# Thermodynamic geometry: the Ruppeiner metric, the ideal gas and an Ising chain

A nanometre-sized region of a device exchanges energy and particles with its surroundings, and its state fluctuates. The distance between two equilibrium states can be counted in standard deviations of that fluctuation. This distance is the Ruppeiner metric (1979). Its curvature vanishes for a classical ideal gas and measures the range of correlations in the interacting models below.

## 1. Premises and conventions

1. A subsystem of fixed size (volume $V$, or $N$ lattice sites) has extensive variables $x_i$ (energy, particle number, magnetic moment) and a smooth entropy $S(x)$ proportional to its size. Interface terms are neglected.
2. It exchanges the $x_i$ with a much larger reservoir, and the totals are conserved.
3. Einstein's fluctuation formula holds: $P(x)\propto\exp[S_{\rm tot}(x)/k]$, with $k$ the Boltzmann constant.

Repeated indices are summed, $F_i=\partial S/\partial x_i$ and $S_{ij}=\partial^2S/\partial x_i\partial x_j$. Other subscripts on functions denote partial derivatives.

## 2. The metric is the inverse covariance

If the subsystem gains $\Delta x_i$, the reservoir loses it, and the reservoir entropy changes by $-F_i^{\rm res}\Delta x_i$. Its second-order term is smaller than that of the subsystem by the ratio of sizes and is dropped. Hence

$$\Delta S_{\rm tot}=(F_i-F_i^{\rm res})\Delta x_i+\tfrac12S_{ij}\Delta x_i\Delta x_j+\dots$$

Equilibrium is the maximum, so $F_i=F_i^{\rm res}$ and

$$P\propto e^{-\Delta l^2/2},\qquad dl^2=g_{ij}dx_idx_j,\qquad g_{ij}=-S_{ij}/k.\tag{1}$$

Rotate to the eigenvectors of $g$. The Gaussian factorises, the variance along an eigenvector is the inverse eigenvalue, and rotating back gives

$$\langle\Delta x_i\Delta x_j\rangle=(g^{-1})_{ij}.\tag{2}$$

Stability is the statement that $g$ is positive definite. Where an eigenvalue reaches zero a variance diverges, and this locus is the spinodal. One extensive variable must stay fixed: $S$ is homogeneous of degree one in all of them together, so the full Hessian has the state vector as a null direction.

Since $dF_i=S_{ij}dx_j$, Eq. (1) can be written as

$$dl^2=-dF_i\,dx_i/k.\tag{3}$$

This is a sum of products of differentials of state functions, so it can be evaluated in any coordinates.

## 3. Conformal relation to the Weinhold metric

Let $x=(U,X_a)$ with $dU=T\,dS+P_a\,dX_a$, where $P_a$ is, for example, $\mu$ for particle number or the field $B$ for magnetic moment. Then $F_U=1/T$ and $F_a=-P_a/T$. Insert these in Eq. (3) and differentiate the quotients:

$$k\,dl^2=\frac{dT\,dU}{T^2}+\frac{dP_a\,dX_a}{T}-\frac{P_a\,dT\,dX_a}{T^2}=\frac{dT}{T^2}\,(dU-P_a\,dX_a)+\frac{dP_a\,dX_a}{T}.$$

The bracket is $T\,dS$. The Weinhold metric (1975) is the Hessian of $U(S,X_a)$. Because $T$ and $P_a$ are the first derivatives of $U$, it equals $dl_W^2=dT\,dS+dP_a\,dX_a$. Therefore

$$dl^2=\frac{dl_W^2}{kT}.\tag{4}$$

The two metrics differ by a positive, state-dependent factor. They are positive definite together and give the same angles, but their lengths differ, and in general so do their curvatures.

## 4. A one-component fluid, per unit volume

Fix $V$ and use the entropy density $s$ and number density $\rho$ (in m$^{-3}$). Equation (4) gives $dl^2=(dT\,ds+d\mu\,d\rho)/kT$ per volume. In coordinates $(T,\rho)$,

$$dT\,ds+d\mu\,d\rho=s_T\,dT^2+(s_\rho+\mu_T)\,dT\,d\rho+\mu_\rho\,d\rho^2.$$

The free-energy density obeys $df=-s\,dT+\mu\,d\rho$, so $s_\rho=-f_{T\rho}=-\mu_T$ and the cross term vanishes. With $c_V=Ts_T$, the heat capacity per volume in J K$^{-1}$ m$^{-3}$,

$$dl^2=\frac{c_V}{kT^2}dT^2+\frac{1}{kT}\left(\frac{\partial\mu}{\partial\rho}\right)_Td\rho^2.\tag{5}$$

The Gibbs–Duhem relation at constant $T$ is $dp=\rho\,d\mu$, so the compressibility is $\kappa_T=1/(\rho p_\rho)=1/(\rho^2\mu_\rho)$. For a volume $V$ the metric is $V$ times Eq. (5), and Eq. (2) gives $\langle\Delta T^2\rangle=kT^2/(Vc_V)$, $\langle\Delta\rho^2\rangle=kT\rho^2\kappa_T/V$ and no cross correlation.

## 5. Curvature

One result is taken from the geometry of surfaces. For $dl^2=E\,du^2+G\,dv^2$ the scalar curvature, twice the Gaussian curvature, is

$$R=-\frac{1}{\sqrt{EG}}\left[\partial_u\frac{G_u}{\sqrt{EG}}+\partial_v\frac{E_v}{\sqrt{EG}}\right].\tag{6}$$

A sphere of radius $r_0$ has $E=r_0^2$, $G=r_0^2\sin^2u$ and $R=+2/r_0^2$, which fixes the sign used here. Much of the thermodynamic literature uses the opposite sign. $R$ does not depend on the coordinates, and $R=0$ throughout a region means that local coordinates exist in which the metric is constant.

Multiplying $E$ and $G$ by $V$ divides Eq. (6) by $V$. So $R$ computed from Eq. (5) is a volume, and a subsystem has the dimensionless curvature $R/V$. A typical fluctuation has $\Delta l\approx1$, and the state space looks flat over that distance only if $V\gg|R|$.

## 6. The classical ideal gas is flat

For $p=\rho kT$, Gibbs–Duhem gives $\mu_\rho=kT/\rho$. The energy per molecule depends on $T$ alone, so $c_V=\rho k\hat c(T)$ with $\hat c$ dimensionless ($3/2$ for atoms). Equation (5) becomes

$$dl^2=\rho\,\hat c\,\frac{dT^2}{T^2}+\frac{d\rho^2}{\rho}.$$

Set $r=2\sqrt\rho$, so that $dr^2=d\rho^2/\rho$ and $\rho=r^2/4$, and define $d\theta=\tfrac12\sqrt{\hat c}\,dT/T$. Then

$$dl^2=dr^2+r^2d\theta^2,\qquad R=0.\tag{7}$$

This is the plane in polar coordinates. Equation (6) confirms it, since $G_r/\sqrt{EG}=2$ is constant and $E_\theta=0$. The result covers constant heat capacity and also any $\hat c(T)>0$, because $\theta$ is a function of $T$ alone. A gas whose vibrations are being excited is still flat.

The Weinhold metric is more restrictive. By Eq. (4) it has $E=kT$ and $G=kTr^2$. Again $G_r/\sqrt{EG}=2$, while $E_\theta/\sqrt{EG}=(\ln T)_\theta/r$. From $(\ln T)_\theta=2/\sqrt{\hat c}$ follows $(\ln T)_{\theta\theta}=-2T\hat c'/\hat c^2$ with $\hat c'=d\hat c/dT$, and

$$R_W=-\frac{(\ln T)_{\theta\theta}}{kTr^2}=\frac{\hat c'}{2k\rho\,\hat c^2}.$$

It is flat only for constant heat capacity.

## 7. The van der Waals fluid

Take $p=\rho kT/(1-b\rho)-a\rho^2$ with constants per molecule. Since $p_{TT}=0$, the heat capacity per molecule is independent of density, and $\hat c$ is taken constant. Define

$$y=b\rho,\qquad w=\frac{2a\rho}{kT},\qquad D=\frac{p_\rho}{kT}=\frac{1}{(1-y)^2}-w=\frac{1}{\rho kT\kappa_T}.$$

Then $E=\rho\hat c/T^2$, $G=D/\rho$ and $\sqrt{EG}=\sqrt{\hat cD}/T$.

*Temperature term.* Since $w_T=-w/T$, $D_T=w/T$ and $G_T/\sqrt{EG}=w/(\rho\sqrt{\hat cD})$. Its $T$ derivative is $-[w/\sqrt D+w^2/(2D^{3/2})]/(\rho T\sqrt{\hat c})$. Multiplying by $-T/\sqrt{\hat cD}$ gives $w(2D+w)/(2\rho\hat cD^2)$.

*Density term.* $E_\rho/\sqrt{EG}=\sqrt{\hat c}/(T\sqrt D)$, with derivative $-\sqrt{\hat c}\,D_\rho/(2TD^{3/2})$. It contributes $D_\rho/(2D^2)$, where $\rho D_\rho=2y/(1-y)^3-w$.

The sum is

$$R=\frac{\rho}{2}(kT\kappa_T)^2\,\mathcal N,\qquad \mathcal N=\frac{w}{\hat c}\left[\frac{2}{(1-y)^2}-w\right]+\frac{2y}{(1-y)^3}-w.\tag{8}$$

For $a=b=0$ it vanishes. On the spinodal $D=0$, so $w=(1-y)^{-2}$ and

$$\mathcal N_{\rm sp}=\frac{1/\hat c-(1-3y)(1-y)}{(1-y)^4}.$$

This is finite, so $R$ diverges as $\kappa_T^2$. The exception is one point on the vapour branch, where $\mathcal N_{\rm sp}$ changes sign. For $\hat c=3/2$ it lies at $y=(2-\sqrt3)/3=0.0893$. The critical point has $y=1/3$ and $kT_c=8a/27b$, the spinodal is $T/T_c=\tfrac{27}{4}y(1-y)^2$, and the exceptional point falls at $T=T_c/2$. On the critical isochore $w=\tfrac94T_c/T$ and $D=\tfrac94t$ with $t=1-T_c/T$, so $R\to3b/(2\hat ct^2)$.

At low density Eq. (8) tends to $R\to b+(a/kT)(2/\hat c-1)$, a molecular volume, and $\rho R\to0$. For nitrogen in a process chamber at 300 K and 100 Pa take the typical molar constants $a=0.137$ Pa m$^6$ mol$^{-2}$ and $b=3.87\times10^{-5}$ m$^3$ mol$^{-1}$, divided by $N_A^2$ and $N_A$, with $\hat c=5/2$. The model gives $R=0.046$ nm$^3$ against a volume per molecule $kT/p=4.1\times10^4$ nm$^3$, a ratio of $1.1\times10^{-6}$. Typical virial behaviour of real nitrogen would put $R$ roughly twice as high, which leaves the gas flat for practical purposes.

## 8. The Ising chain in a field

Spins $\sigma_i=\pm1$ with moment $\mu_s$ have the energy $H=-J\sum\sigma_i\sigma_{i+1}-\mu_sB\sum\sigma_i$. With $n_i=(1+\sigma_i)/2$ the same model describes a row of adsorption sites along a step edge, the field playing the part of the chemical potential.

**Variables.** The extensive variables per site are the bond average $e=\langle\sigma_i\sigma_{i+1}\rangle$, which fixes the exchange energy $u=-Je$, and $m=\langle\sigma_i\rangle$. With $K=J/kT$ and $h=\mu_sB/kT$, the relations $F_U=1/T$ and $F_a=-B/T$ become $s_e=-kK$ and $s_m=-kh$ for the entropy $s$ per site. Equation (3) reads $dl^2=dK\,de+dh\,dm$.

**Transfer matrix.** For a ring, $Z=\mathrm{Tr}\,\mathsf T^N$ with $\mathsf T_{\sigma\sigma'}=\exp[K\sigma\sigma'+h(\sigma+\sigma')/2]$. Its trace is $2e^K\cosh h$ and its determinant $e^{2K}-e^{-2K}$, so

$$\lambda_\pm=e^K(\cosh h\pm W),\qquad W=\sqrt{\sinh^2h+q^2},\qquad q=e^{-2K}.$$

For large $N$, $\phi=N^{-1}\ln Z=\ln\lambda_+$, with $d\phi=e\,dK+m\,dh$. Using $W_h=\sinh h\cosh h/W$ and $W_K=-2q^2/W$,

$$m=\frac{\sinh h}{W},\qquad e=1-\frac{2q^2}{W(\cosh h+W)}.$$

**Diagonal form.** From $d(\phi-hm)=e\,dK-h\,dm$ follows $e_m=-h_K$, so in coordinates $(K,m)$ the cross term cancels as in Section 4. Put $m=\sin\vartheta$ and write $\mathsf c=\cos\vartheta$, $\mathsf s=\sin\vartheta$, $\Sigma=\sqrt{\mathsf c^2+q^2\mathsf s^2}$. Solving $m=\sinh h/W$ gives $\sinh h=q\tan\vartheta$, $W=q/\mathsf c$, $\cosh h=\Sigma/\mathsf c$ and $e=1-2q\mathsf c^2/(\Sigma+q)$. Four helpers are

$$\partial_K=-2q\,\partial_q,\quad\Sigma_q=\frac{q\mathsf s^2}{\Sigma},\quad\Sigma_\vartheta=-\frac{(1-q^2)\mathsf{sc}}{\Sigma},\quad\Sigma^2-q^2=(1-q^2)\mathsf c^2.$$

Then $h_\vartheta=q/(\mathsf c^2\cosh h)=q/(\mathsf c\Sigma)$ and $m_\vartheta=\mathsf c$ give $G=h_\vartheta m_\vartheta$, and $\Sigma-q\Sigma_q=\mathsf c^2/\Sigma$ gives $E=e_K$:

$$E=\frac{4q\mathsf c^4}{\Sigma(\Sigma+q)^2},\qquad G=\frac q\Sigma,\qquad\sqrt{EG}=\frac{2q\mathsf c^2}{\Sigma(\Sigma+q)}.\tag{9}$$

At $h=0$, $\Sigma=1$, so $E=\mathrm{sech}^2K$ and $\partial m/\partial h=1/G=e^{2K}$.

**First term of Eq. (6).** $G_K=-2q\mathsf c^2/\Sigma^3$, so $G_K/\sqrt{EG}=-(\Sigma+q)/\Sigma^2$, and its $K$ derivative is

$$A_1=\frac{2q}{\Sigma^4}\left[\Sigma^2-q\mathsf s^2\Sigma-2q^2\mathsf s^2\right].$$

**Second term.** The last two helpers give

$$(\ln E)_\vartheta=\frac{\mathsf s}{\mathsf c}\left[-4+\frac{\Sigma^2-q^2}{\Sigma^2}+\frac{2(\Sigma-q)}{\Sigma}\right]=-\frac{\mathsf s}{\mathsf c}\frac{(\Sigma+q)^2}{\Sigma^2}.$$

Multiplying by $\sqrt{E/G}=2\mathsf c^2/(\Sigma+q)$ gives $E_\vartheta/\sqrt{EG}=-2\mathsf{sc}(\Sigma+q)/\Sigma^2$, whose $\vartheta$ derivative is

$$A_2=-\frac{2}{\Sigma^4}\left[(1-2\mathsf s^2)(\Sigma+q)\Sigma^2+\mathsf s^2(\Sigma^2-q^2)(\Sigma+2q)\right].$$

**Sum.** On expanding $(A_1+A_2)\Sigma^4/2$, the terms in $q\Sigma^2$, $q\mathsf s^2\Sigma^2$, $q^2\mathsf s^2\Sigma$ and $q^3\mathsf s^2$ cancel, and $-\Sigma^3+\mathsf s^2\Sigma^3=-\mathsf c^2\Sigma^3$ remains. So $A_1+A_2=-2\mathsf c^2/\Sigma$, and division by $-\sqrt{EG}$ gives, in units of lattice sites,

$$R=1+\frac\Sigma q=1+\frac{\cosh h}{\sqrt{\sinh^2h+e^{-4K}}}.\tag{10}$$

**Meaning.** Inserting the eigenstates of $\mathsf T$ between two spins $r$ sites apart shows that the connected correlation decays as $(\lambda_-/\lambda_+)^r$. For $J>0$ this is $e^{-r/\xi}$, with $1/\xi=\ln(\lambda_+/\lambda_-)$. Because $\cosh h/W=(\lambda_++\lambda_-)/(\lambda_+-\lambda_-)$,

$$R=1+\coth\frac{1}{2\xi}=2\xi+1+\frac{1}{6\xi}+\dots\tag{11}$$

For long correlations $R$ counts the sites within one correlation length on either side. At $K=0$, $R=2$: independent spins on a lattice do not give a flat space, so flatness is a property of the ideal gas and not of every non-interacting system.

## 9. Range of validity

- Equations (1) to (5) need a single stable or metastable phase, short-range forces, and a subsystem that is large compared with the correlation volume yet small compared with the reservoir.
- $R$ depends on which extensive variable is held fixed and on which degrees of freedom are counted in $S$. Equation (8) is for fixed volume, and Eq. (10) is for fixed $N$ and spin entropy only.
- Equation (7) needs one component and classical statistics, that is $\rho\Lambda^3\ll1$ with $\Lambda$ the thermal de Broglie wavelength.
- The van der Waals spinodal and the $t^{-2}$ law are mean-field results. A real fluid nucleates before it reaches a sharp spinodal, and its critical exponents differ.
- The link between $R$ and correlation length is exact for the chain. Nothing above proves it in general.
- Equation (10) describes a crystal of chains only where the coupling between chains is negligible.

## 10. Numerical illustration: chain model of CoCl$_2\cdot$2H$_2$O

In this crystal the Co$^{2+}$ ions form ferromagnetic chains with a strong easy axis, and at low temperature each ion acts as an effective spin $1/2$. Approximate inputs are $J/k=9.2$ K in the convention $\sigma=\pm1$, $\mu_s=3.4\,\mu_B$ for a field along the easy axis, and a spacing of 0.36 nm along the chain. The crystal typically orders antiferromagnetically near 17 K, which an isolated chain cannot do, so take $T=25$ K. Then $K=0.368$, $q=0.479$ and $\mu_s/k=2.28$ K T$^{-1}$.

| $B$ (T) | $h$ | $m$ | $\xi$ (sites) | $R$ (sites) |
|---|---|---|---|---|
| 0 | 0 | 0 | 0.958 | 3.09 |
| 2 | 0.183 | 0.358 | 0.900 | 2.98 |
| 6 | 0.548 | 0.769 | 0.646 | 2.54 |

The field suppresses reversed clusters, so $\xi$ falls and $R$ moves towards its strong-field limit of 2. In zero field the model's $R$ corresponds to 1.1 nm.

Consider a segment of $N=100$ sites, 36 nm long, in zero field. Equation (2) gives $\langle\Delta m^2\rangle=e^{2K}/N$ with $e^{2K}=2.09$, a standard deviation of 0.14, and $R/N=0.031$. The departure from a Gaussian can be computed directly. The cumulants of $\sum\sigma_i$ are $N$ times the $h$ derivatives of $\phi$, and $m=h/q+(1/q-3/q^3)h^3/6+\dots$, so the excess kurtosis is $\phi_{hhhh}/(N\phi_{hh}^2)=(q-3/q)/N=-0.058$. It is of the order of $R/N$, in line with the criterion of Section 5.

These are the model's numbers, and two neglected terms rival the ones kept.

*Coupling between chains.* It is antiferromagnetic, and summed over neighbouring chains it is approximately $J'/k=10$ K, as large as $J/k$. In a molecular-field estimate $h\to h-(J'/kT)m$ with $J'/kT=0.40$. The zero-field susceptibility is divided by $1+0.40\,e^{2K}=1.8$. At 2 T the self-consistent $m$ is 0.21 instead of 0.358, the opposing internal field $J'm/\mu_s$ being 0.90 T. The isolated chain thus overestimates the uniform magnetisation of the crystal by nearly a factor of two, and it misses the staggered correlations between chains that grow on cooling towards the ordering temperature.

*Lattice heat capacity.* The spin part in zero field is $kK^2\,\mathrm{sech}^2K=0.119\,k$ per site. A Debye estimate with five vibrating units per formula unit and an illustrative Debye temperature $\Theta=250$ K gives $5\,(12\pi^4/5)(T/\Theta)^3k=1.2\,k$, an order of magnitude more. It adds to $E$ and not to $G$, so it must be subtracted from calorimetric data before a spin curvature is formed.

The transverse exchange, typically about 15 per cent of the Ising term, is a smaller correction. The value $R\approx3$ sites at 25 K therefore characterises the isolated-chain model and indicates only the scale, a few lattice spacings, of correlations along the chains in the crystal.